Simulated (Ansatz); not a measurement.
How methods differ on GeH3F (GeFH3)

GeH3F: 5 atoms, total charge 0, spin state singlet. As SMILES, `[H][Ge]([H])([H])[F]`. Geometry: a GFN2-xTB relaxation, a rough one for these elements and not checked as a minimum.

```
atom    x (Å)    y (Å)    z (Å)
  Ge  -0.0013   0.0007  -0.1397
   F   0.0103  -0.0182   1.5949
   H   1.4486   0.0117  -0.4946
   H  -0.7318   1.2607  -0.4655
   H  -0.7258  -1.2550  -0.4950
```

Each level gives the energy change with the Ge1–H4 bond stretched from 1.492 to 2.985 Å (eV). The values are calculated.

| level | kind | program | value (eV) | less FCI/STO-3G |
| --- | --- | --- | --- | --- |
| SVWN5/STO-3G (restricted) | LDA | Ansatz | 5.30 | +0.91 |
| PBE/STO-3G (restricted) | GGA | Ansatz | 5.06 | +0.67 |
| r2SCAN/STO-3G (restricted) | meta-GGA | Ansatz | 5.47 | +1.08 |
| r2SCAN0/STO-3G (restricted) | hybrid meta-GGA | Ansatz | 6.12 | +1.73 |
| CAM-B3LYP/STO-3G (restricted) | range-separated hybrid | Ansatz | 6.23 | +1.84 |
| wB97M-V/STO-3G (restricted) | range-separated hybrid | Ansatz | 6.28 | +1.89 |
| B2PLYP/STO-3G (restricted) | double hybrid | Ansatz | 5.74 | +1.35 |
| RPA@PBE/STO-3G (restricted) | RPA | Ansatz | 4.86 | +0.47 |
| CCSD/STO-3G (restricted) | coupled cluster or CI | Ansatz | 4.59 | +0.20 |
| FCI/STO-3G | exact in the basis | Ansatz | 4.39 | 0.00 |

FCI/STO-3G is exact within its basis and frozen core, so for wave-function methods in that basis the difference is their error; functionals converge differently with the basis, so for them it is only a difference. All-electron rows without a relativistic Hamiltonian named are non-relativistic. The first shape isn't each level's own minimum. The values span 4.39 to 6.28 eV. All rows use very small basis sets, so even the best lies far from the true value. In the correlated wave-function rows the outer d shell of Ge is correlated, in sets not made for it.

Every approximate level makes stretching the Ge-H bond costlier than FCI does, as expected when a singlet pair is forced to share one spatial orbital. As the σ and σ* levels approach each other, the exact state mixes in the σ*² configuration and sheds the ionic H⁺/H⁻ character that a restricted determinant retains. Exact exchange exposes this missing static correlation: going from r2SCAN to r2SCAN0 raises the cost from 5.47 to 6.12 eV, and the range-separated hybrids lie higher still. B2PLYP falls below these hybrids, probably because its perturbative correlation grows as the gap narrows. CCSD recovers most of the pair correlation, and its remaining 0.20 eV reflects missing connected triples and higher excitations.

Even the FCI value exceeds the known Ge-H bond strength, probably because the minimal basis has a contracted hydrogen function suited to molecules, which leaves the departing atom too high in energy. The ranking describes spin-restricted bond breaking and does not carry over to broken-symmetry solutions or to properties near equilibrium.
